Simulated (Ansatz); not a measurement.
# Ligand exchange: CHBrF2 + C2H6OSn → CH2F2O + C2H5BrSn

Species: CHBrF2 (bromodifluoromethane) `FC(F)Br`, singlet; C2H6OSn `C[CH2][Sn][OH]`, singlet; CH2F2O `OC(F)F`, singlet; C2H5BrSn `C[CH2][Sn][Br]`, singlet. The partners trade Br for OH: C–Br and Sn–OH bonds give way to C–OH and Sn–Br.

Shapes, held fixed at every level: PBE0-D4/def2-TZVP. Flexible molecules stand in one conformer, not always the lowest. Programs: Ansatz 0.2.0. The zero-point and thermal change to 298 K, harmonic and unscaled (PBE0-D4/def2-TZVP), is +6.2 kJ/mol.

Q: Estimate ΔH(298 K) of this reaction.

A: The highest level, CCSD(T)/def2-TZVPP, gives ΔH(298 K) = -123.8 kJ/mol; the levels span -194.3 to -123.6. The column of differences is taken from that level and isn't an error. No measured value is set beside it here. For atoms past krypton def2 sets carry core potentials with scalar relativity. Relativity is left out for Br unless named. Correlated rows may include outer-core shells of Br, Sn, which these sets cover unevenly.

```json
{"level": "HF/def2-SVP", "kind": "Hartree–Fock", "ΔH(298 K) (kJ/mol)": "-194.3", "less CCSD(T)/def2-TZVPP": "-70.5"}
{"level": "BHLYP-D4/def2-TZVPP", "kind": "global hybrid", "ΔH(298 K) (kJ/mol)": "-144.2", "less CCSD(T)/def2-TZVPP": "-20.4"}
{"level": "PBE0-D4/def2-TZVPP", "kind": "global hybrid", "ΔH(298 K) (kJ/mol)": "-132.2", "less CCSD(T)/def2-TZVPP": "-8.4"}
{"level": "MP2/def2-SVP", "kind": "perturbation theory", "ΔH(298 K) (kJ/mol)": "-155.7", "less CCSD(T)/def2-TZVPP": "-31.9"}
{"level": "MP2/def2-TZVPP", "kind": "perturbation theory", "ΔH(298 K) (kJ/mol)": "-123.6", "less CCSD(T)/def2-TZVPP": "+0.2"}
{"level": "CCSD(T)/def2-SVP", "kind": "coupled cluster or CI", "ΔH(298 K) (kJ/mol)": "-156.0", "less CCSD(T)/def2-TZVPP": "-32.2"}
{"level": "CCSD/def2-TZVPP", "kind": "coupled cluster or CI", "ΔH(298 K) (kJ/mol)": "-129.9", "less CCSD(T)/def2-TZVPP": "-6.1"}
{"level": "CCSD(T)/def2-TZVPP", "kind": "coupled cluster or CI", "ΔH(298 K) (kJ/mol)": "-123.8", "less CCSD(T)/def2-TZVPP": "0.0"}
```

The exchange is strongly exothermic at every level, so its direction is secure even though its size depends on the treatment. Replacing C–Br with the much stronger C–O bond evidently gains more than is lost when tin gives up hydroxide for bromide. The geminal fluorines probably add to this, since an oxygen lone pair can donate into the C–F σ* orbitals, an anomeric stabilisation that bromine provides less effectively.

Enlarging the basis makes the reaction markedly less exothermic with both MP2 and CCSD(T). This suggests that the small set underdescribes the compact, strongly negative oxygen of the polar Sn–OH bond and so places the reactants too high. Correlation acts in the same direction, as the step from Hartree–Fock to MP2 in the small basis shows, and triples continue it modestly. MP2 follows CCSD(T) closely in both bases, probably through cancellation of higher-order terms. The favourable enthalpy doesn't show that difluoromethanol would persist, since α-fluoro alcohols readily lose HF to form carbonyl compounds.
